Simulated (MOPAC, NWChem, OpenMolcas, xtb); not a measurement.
A ladder of methods for AsH3 (SMILES [AsH3])

AsH3: 4 atoms, total charge 0, spin state singlet. As SMILES, `[AsH3]`. The shape is that of a PBE0-D4/def2-TZVP optimisation.

Quantity: the dipole moment, in D. The values are calculated.

**What was measured.** NIST CCCBDB gives the dipole moment of the gas as 0.20 D.

```
            level                    kind     program  value (D)  computed − measured   CPU time
              PM6          semi-empirical       MOPAC       0.67                +0.47  under 2 s
         GFN1-xTB          semi-empirical         xtb       0.33                +0.13  under 2 s
       HF/cc-pVTZ            Hartree–Fock  OpenMolcas       0.35                +0.15      4.9 s
    SVWN5/cc-pVTZ                     LDA      NWChem       0.46                +0.26       89 s
     BLYP/cc-pVTZ                     GGA      NWChem       0.24                +0.04       95 s
    M06-L/cc-pVTZ                meta-GGA      NWChem       0.28                +0.08    2.9 min
     PBE0/cc-pVTZ           global hybrid  OpenMolcas       0.38                +0.18       19 s
CAM-B3LYP/cc-pVTZ  range-separated hybrid      NWChem       0.33                +0.13    1.7 min
```

Nearest: BLYP/cc-pVTZ (+0.04 D); farthest: PM6 (+0.47 D). The measured dipole is a vibrational average, so differences of a few hundredths of a debye mean little. Computed less measured by kind, in D (cc-pVTZ rows): semi-empirical +0.13 to +0.47; Hartree–Fock +0.15; LDA +0.26; GGA +0.04; meta-GGA +0.08; global hybrid +0.18; range-separated hybrid +0.13. All-electron rows without a relativistic Hamiltonian named are non-relativistic. Magnitudes only: a small dipole may point the other way at some levels. CPU times are rough (shared hosts, several kinds of processor): they show what a rung costs within a factor of a few.

Every level gives arsine a small dipole, and all but BLYP clearly overshoot the measured 0.20 D. The smallness reflects the bonding: arsenic and hydrogen have similar electronegativities, so the As–H bonds are only weakly polar, and the lone pair has strong 4s character, which limits its directionality and its contribution to the moment. In ammonia, by contrast, strongly polar bonds and a more directional lone pair reinforce each other. With so little net charge separation, slight shifts of density between the lone pair and the As–H bonds change the arsine dipole by a large fraction of its value.

The error does not fall steadily up the ladder, nor does it follow the share of exact exchange: Hartree–Fock, at 0.35 D, lies between CAM-B3LYP and PBE0, while LDA lies above all three. BLYP's close match therefore probably owes something to error cancellation, and is no evidence that it describes the density of arsine better than the hybrids do. Without diffuse functions, the outer lone-pair density may also be imperfectly described, so the remaining deviations cannot be assigned to the functionals alone.
